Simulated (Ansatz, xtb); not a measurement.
**Ligand exchange: SiH3(OH) + C2H7AlS → SiH3(SH) + C2H7AlO**

Species: SiH3(OH) (silanol), singlet; C2H7AlS `C[CH2][AlH][SH]`, singlet; SiH3(SH) (sulfanylsilane), singlet; C2H7AlO `C[CH2][AlH][OH]`, singlet. The partners trade OH for SH: Si–OH and Al–SH bonds give way to Si–SH and Al–OH.

Shapes, held fixed at every level: PBE0-D4/def2-TZVP. Flexible molecules stand in one conformer, not always the lowest. Programs: Ansatz 0.2.0, xtb 6.7.1. The zero-point and thermal change to 298 K, harmonic and unscaled (PBE0-D4/def2-TZVP), is -1.4 kJ/mol.

| level | kind | ΔH(298 K) (kJ/mol) | less CCSD(T)/CBS estimate |
| --- | --- | --- | --- |
| GFN2-xTB | semi-empirical | -20.0 | -31.9 |
| r2SCAN-D4/def2-TZVPP | meta-GGA | +10.4 | -1.5 |
| wB97M-V/def2-TZVPP | range-separated hybrid | +10.7 | -1.2 |
| wB97X-V/def2-TZVPP | range-separated hybrid | +10.4 | -1.5 |
| MP2/def2-TZVPP | perturbation theory | +12.1 | +0.2 |
| CCSD(T)/def2-SVP | coupled cluster or CI | +6.8 | -5.1 |
| CCSD/def2-SVP | coupled cluster or CI | +6.7 | -5.2 |
| CCSD/def2-TZVPP | coupled cluster or CI | +12.4 | +0.5 |
| CCSD(T)/CBS estimate | coupled cluster or CI | +11.9 | 0.0 |

The highest level, CCSD(T)/CBS estimate, gives ΔH(298 K) = +11.9 kJ/mol; the levels span -20.0 to +12.4. They disagree on the sign: 8 of 9 are positive. The column of differences is taken from that level and isn't an error. No measured value is set beside it here. The CBS estimate extrapolates MP2 from def2-TZVPP and def2-QZVPP and adds CCSD(T) − MP2 in the triple-zeta set, cores frozen.

The exchange is modestly endothermic, at +11.9 kJ/mol: hydroxide favours silicon and hydrosulfide aluminium. Both centres are oxophilic, so the sign reflects only that swapping SH for OH gains more at silicon than at aluminium. Polar Si–O bonding, reinforced by oxygen lone-pair donation into Si–H antibonding orbitals, probably contributes. At three-coordinate aluminium, the empty 3p orbital can accept density from either oxygen or sulfur, which may soften the preference for oxygen.

Because the number of bonds of each broad type is conserved, much of the correlation error cancels. Triples hardly alter the double-zeta result, whereas enlarging the basis raises CCSD from +6.7 to +12.4 kJ/mol, so describing the polar bonds and diffuse sulfur density matters more here. The density functionals and MP2 agree closely with the highest level. GFN2-xTB alone reverses the preference, probably through an imbalance in its parametrised Si/Al–O/S bonding. The result concerns isolated monomers and doesn't settle the preference in condensed phases, where aluminium hydroxides and thiolates commonly associate through bridging ligands.
